**Problem: how three energies of an atom respond to the fine-structure constant**

The table lists Dirac-Coulomb Hartree-Fock results for six neutral atoms of groups 9 and 15, with nuclear charge Z. The symbols ε(1s1/2) and ε(4s1/2) are the orbital energies of the 1s and 4s electrons. Each q is the slope of an energy with respect to x = (α/α0)² − 1, where α is the fine-structure constant of a fictitious run and α0 its real value. In atomic units the speed of light is c = 1/α and it enters the Hamiltonian only through relativistic terms, so q measures how strongly an energy depends on relativity. Nothing is fitted: one parameter-free estimate is set against all six rows, and the ratios quoted are collected in the output printed after the text.

B-spline radial code 1: Dirac-Coulomb Hartree-Fock for neutral spherical atoms at the basis-set limit, averaged over the nl configuration, with a Fermi nucleus (skin thickness 2.3 fm) and no Breit or QED terms. Each q is the slope dE/dx of an orbital or total energy E, with x = (α/α0)² − 1, taken between runs with the speed of light scaled by 0.98 and 1.02.

```tsv
species	Z	configuration	ε(1s1/2) (eV)	ε(4s1/2) (eV)	q(1s1/2) (eV)	q(4s1/2) (eV)	q(total energy) (eV)
Co	27	[Ar] 3d7 4s2	-7780.61	-7.4214	-79.1	-0.1172	-296.7
Rh	45	[Kr] 4d8 5s1	-23359.2	-101.258	-702.5	-6.131	-2782
Ir	77	[Xe] 4f14 5d7 6s2	-76609.9	-725.003	-8153	-138.3	-33750
As	33	[Ar] 3d10 4s2 4p3	-11951.7	-19.3965	-185.5	-0.5031	-707.9
Sb	51	[Kr] 4d10 5s2 5p3	-30668.4	-176.597	-1215	-12.29	-4879
Bi	83	[Xe] 4f14 5d10 6s2 6p3	-91142.1	-972.364	-11860	-212.2	-49340
```

**(a) Derive the sign and the dependence on Z of q(1s1/2) from a one-electron ion, evaluate it for Bi, and say how far it accounts for the column.**

*Solution.* For one electron and a point nucleus the Dirac 1s level, without the rest energy, is E = (γ − 1)/α² hartree with γ = √(1 − (Zα)²). Since x is linear in α², the slope at x = 0 is q = α² dE/d(α²) = (1 − γ)/α² − Z²/(2γ). Inserting Z² = (1 − γ²)/α² and noting that 1/α² hartree equals mc² gives

q = −mc² (1 − γ)²/(2γ).

This is negative for every Z: a larger α binds the electron more strongly, because a fast electron acts as a heavier one and its orbital contracts. For small Zα, 1 − γ ≈ (Zα)²/2, so q ≈ −mc²(Zα)⁴/8. The fourth power is the product of a binding energy that grows as Z² and a relative correction (v/c)² that grows as (Zα)². The next term of the expansion multiplies this by 1 + (Zα)², so the growth is steeper than Z⁴ and steepens with Z.

For Bi the steps are:

- (Zα)² = 0.3668, so γ = √0.6332 = 0.7957 and 1 − γ = 0.2043;
- (1 − γ)²/(2γ) = 0.04174/1.5914 = 0.02623;
- q = −511.0 keV × 0.02623 = −13.40 keV, or −13.41 keV when differenced over the same two values of c as the table.

The table has −11860 eV, which is 0.884 of the estimate. The Z⁴ term alone gives −8596 eV, well short of the table, so for Bi the higher orders are indispensable.

Across the rows the estimate is always too large in size, and the ratio of table to estimate rises from 0.790 in Co to 0.884 in Ir and stays there in Bi. The growth from Co to Bi thus splits in two steps. Higher orders of the Dirac formula raise the factor from 89 for pure Z⁴ to 134. The shrinking shortfall supplies the rest, 134 × 0.884/0.790 = 150, which is the growth of the column. Ordered by Z, the atoms of both groups fall on one smooth curve, so the valence configuration leaves no visible mark on the 1s slope.

The same formula shows that q is a local slope and not the whole relativistic shift. The whole shift of the one-electron level is E + Z²/2 = −mc²(1 − γ)²/2, so slope and shift stand in the ratio 1/γ. They differ by 2% for Co and by 26% for Bi, relative to the shift. This holds for the model ion, but the curvature shows in the atoms too: the slopes of the total energy of Bi towards larger and towards smaller α differ by 2.0%.

**(b) Use the total energy to find what the other electrons do to the slopes. Explain the shortfall found in (a), and account for the size of q(total energy) relative to the slope of the two 1s electrons.**

*Solution.* The slope of an orbital energy has two parts. The direct part is the change of the Dirac operator averaged over the unchanged orbital. The indirect part is the change of the field of the other electrons, which rearrange when α changes. The total energy is stationary with respect to the orbitals, so by the Hellmann–Feynman theorem q(total energy) is the sum of the direct parts alone.

That statement can be checked on the unscaled runs. With T the energy of the free Dirac operator less the rest energy, V the Coulomb energy and E = T + V, the theorem and the virial relation for a point nucleus give c dE/dc = T + E. Because c dx/dc = −2, this means q(total energy) = −(T + E)/2, the departure from the nonrelativistic rule T = −E. The energies of the same calculation reproduce the column to 0.05% for Co and 0.36% for Bi. The relation is built into the method, so the agreement confirms the book-keeping and tests no physics.

The indirect parts follow from a second identity. Summing orbital energies with their occupations N counts the electron repulsion V_ee twice, so ΣNε = E + V_ee, which the As run satisfies to the printed digits. Differentiating gives ΣNq = q(total energy) + dV_ee/dx, so the indirect parts add up to dV_ee/dx. The scaled runs show this to be positive in all six atoms: contracted shells repel each other more. In Co it is 78.7 eV against a direct sum of −296.7 eV, so the response of the electrons cancels 27% of the direct effect; in Bi the share has fallen to 18%.

This gives the shortfall in (a) its sign and its trend. A 1s electron sits inside almost all the other charge, and when the s and p1/2 shells contract, the repulsive potential at its position rises and undoes part of the stabilisation. The direct term scales as Z⁴α². The indirect term is a repulsion of order Z for each inner pair times a relative contraction of order (Zα)², so it loses weight as Z grows, though more slowly than 1/Z because heavier atoms have more compact shells to respond. Summed over all pairs it grows 115-fold from Co to Bi, faster than Z⁴, and its share falls only because the direct sum grows 166-fold. The numbers show the sum over all electrons; that the 1s pair takes a large share is argued from its position, and the screening of one 1s electron by the other lowers the direct term as well.

The argument predicts a ratio that keeps rising, yet Ir and Bi both give 0.884. A likely cause is the finite nucleus. The estimate uses a point charge, whose singular attraction is overweighted more and more as relativity pulls density inwards, and the density at the Bi nucleus rises by 18% between the two scaled runs against 2% in Co. The same densities size the effect. To first order an extended nucleus raises the energy by (2π/3)Z⟨r²⟩ times the density there, so its slope is about 0.13 keV in Ir and 0.28 keV in Bi. One 1s electron carries about 0.44 of that density in As and Rh; the same share amounts to about 0.6% of the estimate in Ir and 0.9% in Bi, and adding it back makes the ratio rise again. This is a first-order estimate; no point-nucleus run is compared.

The ratio q(total energy)/2q(1s1/2) rises steadily from 1.875 in Co to 2.080 in Bi. It is a product of two factors. The first is ΣNq/2q(1s1/2), the inverse of the share of the 1s pair in the summed orbital slopes, and that share falls from 0.726 to 0.588. Theory argues the fall from the n = 2 and n = 3 shells, which are heavily screened in a light atom and approach the bare nuclear charge in a heavy one.

The second factor, q(total energy)/ΣNq, restores the repulsion that lowers orbital slopes but not the total. For Co it is 296.7/218.0 = 1.36, and it shrinks with Z as the indirect share does. The first factor grows faster than the second shrinks, so the total energy has a slightly higher local exponent in Z than the 1s level at every step.

The Breit interaction, left out of these slopes, is a further repulsion for inner electrons. It is proportional to α² in leading order, so its contribution to q is about the size of the shift itself and opposes the Dirac-Coulomb slope. Evaluated in the same runs it amounts to 9.6% of |q(1s1/2)| in As and 6.9% in Rh, and to between 5% and 1% of the total slope from Co to Bi. QED terms are also absent, and their net shift of the 1s level and of the total energy is positive too. The columns are therefore Dirac-Coulomb slopes; with these terms q(1s1/2) and q(total energy) would be smaller in size, for 1s in As by more than a tenth.

**(c) Explain why q(4s1/2) grows by a different law from q(1s1/2), and account for the rows that break the pattern.**

*Solution.* From Co to Bi q(4s1/2) grows about 1800-fold, twelve times the 150-fold of 1s. The steps down a group also run the other way. For 1s the second step is the larger one in both groups, as Z⁴ already requires and the higher orders reinforce. For 4s the second step is the smaller one, 23 after 52 in group 9, and the same order holds in group 15.

A comet on a very eccentric orbit is a useful picture. It spends most of its period far out and slow, and collects its relativistic correction in the brief pass near the sun, where it is fast. The correction per pass depends on the central mass, and the rate at which it accumulates depends on how often the comet returns. The picture locates the direct part only: a comet neither screens the sun nor rearranges other comets, and the indirect part of (b) has no counterpart in it.

For an s electron the pass takes place inside the other shells, where it feels nearly the bare charge Z, and it adds a phase of order (Zα)² to the radial wave. A phase shift moves a level by that phase times the spacing of neighbouring s levels, the quantum form of the return frequency. The spacing is of the order of the binding energy; in a Coulomb tail it is about twice that energy divided by the effective principal quantum number. Hence q/ε ≈ (Zα)² × a slowly varying remainder, with the full Z in the first factor however well the outer part of the orbital is screened. In the table q/ε for 4s runs from 1.58% to 21.82%, while the remainder stays between 0.407 and 0.604. This confirms the order of magnitude and no more. The quantum number shifts by 1 − γ ≈ (Zα)²/2, and the 3s and 5s levels of Rh and Sb put the spacing near twice the 4s binding energy, so the rough direct estimate of the remainder is about 1. The contracting s and p1/2 shells cancel part of the direct term, as in (b), and the tabulated remainder is the net of the two.

The growth from Co to Bi then factors as 131 from ε(4s1/2), 9.45 from Z² and 1.46 from the remainder. Binding dominates, and it does so because the label 4s names different things. In Co and As it is the outermost s shell, in Rh and Sb it lies under a 5s shell, and in Ir and Bi under 5s and 6s. The column mixes rising Z with the passage of one shell from valence to core, and is no trend of valence electrons.

This explains the order of the steps. While 4s is leaving the valence region, each added proton is screened from it only in part by electrons added to the same or outer shells, and its small net charge multiplies quickly. The local exponent of q(4s1/2) in Z is 7.3 and 8.1 for the steps Co to As and As to Rh, and lies between 5.6 and 5.9 afterwards, when the net charge is already large. The same reasoning covers the gap between the groups in the first row. Co starts with the most weakly bound 4s, and the added 3d and 4p electrons of As screen six more protons incompletely, so the binding rises by a factor of 2.6.

The density at the nucleus gives a separate view of the pass rate. In As the 4s density there is 1.20 thousandths of the 1s density, and in Rh 3.50 thousandths; the ratio of the slopes q(4s1/2)/q(1s1/2) rises in step. Dividing the slope ratio by the density ratio gives 2.25 for As and Sb and 2.49 for Rh, the Sb densities coming from the run with the larger c. Three atoms support the picture to about a tenth and say nothing finer.

The remainder is where the irregular rows appear. Its overall rise is a balance that the table does not separate. Higher orders in (Zα)² push it up, as they take the same quantity for 1s from 0.262 to 0.355, and so does the fading of the indirect cancellation, which weighs most in the light atoms. The spacing per unit of binding energy shrinks as the shell sinks into the core and pulls it down, towards the hydrogenic value of about 0.2 for n = 4. In order of Z, however, it drops from 0.561 in Rh to 0.502 in Sb, far beyond the rounding of the table, and drops slightly again from Ir to Bi. Measured against the same quantity for 1s, Rh exceeds Sb by 15%, and an excess of 11% remains after division by the density at the nucleus, so extra penetration accounts for only about a quarter of it.

Two explanations are open, and neither is tested by these numbers. One is indirect: d shells expand when the contracting s and p1/2 shells screen them better, and an expanding d shell repels a 4s electron beneath it less. The 4d shell of Rh is open and diffuse, with a mean radius near 1.5 bohr against 1.0 bohr in Sb, so it could respond more; the smaller excess of Ir over Bi points the same way. The other is the configuration. Rh is 4d⁸5s¹: against a d⁷s² atom it has one more expanding d electron and one fewer outer s electron. Outer s and p1/2 electrons contract as α grows and so add repulsion that cancels part of the 4s slope. Sb has three of them, the 5s pair and on average one 5p1/2 electron, against the single 5s electron of Rh. The other two 5p electrons of Sb, in 5p3/2, do not add to this: their mean radius grows slightly with α, by about 0.05% between the two scaled runs. Both the extra d electron and the smaller number of contracting outer electrons would raise the remainder of Rh by the indirect route. Rh is also the only row whose outermost s shell is open, and orbital energies of one symmetry can jump by the program's choice of orbitals where a shell closes, so these rows alone do not exclude a contribution from convention.

The limits of the method weigh most on the first row of each group. There 4s is a valence orbital, its energy is an average over the open-shell configuration and not a level, and electron correlation is absent, so the slopes for Co and As describe the Hartree-Fock orbital and not a spectroscopic line. For an atom lying between these rows, q(1s1/2) should follow the Dirac formula reduced by one to two tenths, whereas q(4s1/2) requires the binding energy first and then a factor of roughly half of (Zα)².

Output of the analysis:

```
1s (x runs -0.0388 to 0.0412): (Z alpha)^2, q/eps %, Z^4 term eV, Dirac q eV, table/Z^4, table/Dirac, Dirac slope/whole shift
Co 0.0388 1.02 -96.3 -100.1 0.822 0.790 1.020
As 0.0580 1.55 -214.8 -228.0 0.864 0.814 1.030
Rh 0.1078 3.01 -742.7 -832.0 0.946 0.844 1.059
Sb 0.1385 3.96 -1225.4 -1420.7 0.992 0.855 1.078
Ir 0.3157 10.64 -6367.3 -9227.8 1.280 0.884 1.210
Bi 0.3668 13.01 -8596.1 -13411.9 1.380 0.884 1.258
Local exponent in Z: q(1s), Dirac 1s, q(total), q(4s), eps(4s)
Co->As 4.25 4.10 4.33 7.26 4.79
As->Rh 4.29 4.17 4.41 8.06 5.33
Rh->Sb 4.38 4.28 4.49 5.56 4.44
Sb->Ir 4.62 4.54 4.69 5.88 3.43
Ir->Bi 4.99 4.98 5.06 5.71 3.91
Growth factors: Z^4, Dirac 1s, q(1s), q(total), q(4s) = eps(4s) x Z^2 x remainder
Co->Rh 7.72 8.31 8.88 9.38 52.31 = 13.64 x 2.78 x 1.38
Rh->Ir 8.57 11.09 11.61 12.13 22.56 = 7.16 x 2.93 x 1.08
As->Sb 5.70 6.23 6.55 6.89 24.43 = 9.10 x 2.39 x 1.12
Sb->Bi 7.02 9.44 9.76 10.11 17.27 = 5.51 x 2.65 x 1.18
Co->As 2.23 2.28 2.35 2.39 4.29 = 2.61 x 1.49 x 1.10
Co->Bi 89.30 133.93 149.94 166.30 1810.58 = 131.02 x 9.45 x 1.46
4s: q/eps %, q/(eps (Z alpha)^2), same for 1s, 1000 q(4s)/q(1s); density rise at nucleus %, Breit total/|q(total)| %
Co 1.58 0.407 0.262 1.48; 2.0 4.9
As 2.59 0.447 0.268 2.71; 2.9 4.1
Rh 6.05 0.561 0.279 8.73; 5.2 3.0
Sb 6.96 0.502 0.286 10.12; 6.6 2.6
Ir 19.08 0.604 0.337 16.96; 15.1 1.6
Bi 21.82 0.595 0.355 17.89; 17.8 1.4
Total: q from energies eV, -(T+E)/2 eV (error %), dVee/dx eV, sum Nq eV, q(total)/2q(1s), 2q(1s)/sum Nq, one-sided slope gap %
Co -296.7 -296.5 (-0.05) 78.7 -218.0 1.875 0.726 0.2
As -707.9 -707.5 (-0.06) 182.3 -525.6 1.908 0.706 0.2
Rh -2781.8 -2779.1 (-0.10) 658.3 -2123.7 1.980 0.662 0.4
Sb -4879.5 -4873.9 (-0.10) 1148.1 -3730.9 2.008 0.651 0.6
Ir -33749.1 -33652.5 (-0.29) 6265.8 -27484.2 2.070 0.593 1.6
Bi -49339.0 -49164.6 (-0.36) 9018.8 -40321.2 2.080 0.588 2.0
1000 density(4s)/density(1s), q ratio/density ratio; Breit shift/|q| % for 1s, 4s
As 1.20 2.25; 9.6 4.5
Rh 3.50 2.49; 6.9 2.9
Sb 4.50 2.25; not given (orbitals of the 1.02c run)
As: sum N eps = -1372.716 hartree, E + Vee = -1372.716 hartree
Sb listed orbitals minus table, over x at 1.02c: 1s -1212 eV, 4s -12.24 eV
Rounding: q at most 0.06 %; one-sided slope gap about 0.2 % for Co, under 0.1 % for the heavier rows except Ir if its 1.02c total is rounded
```
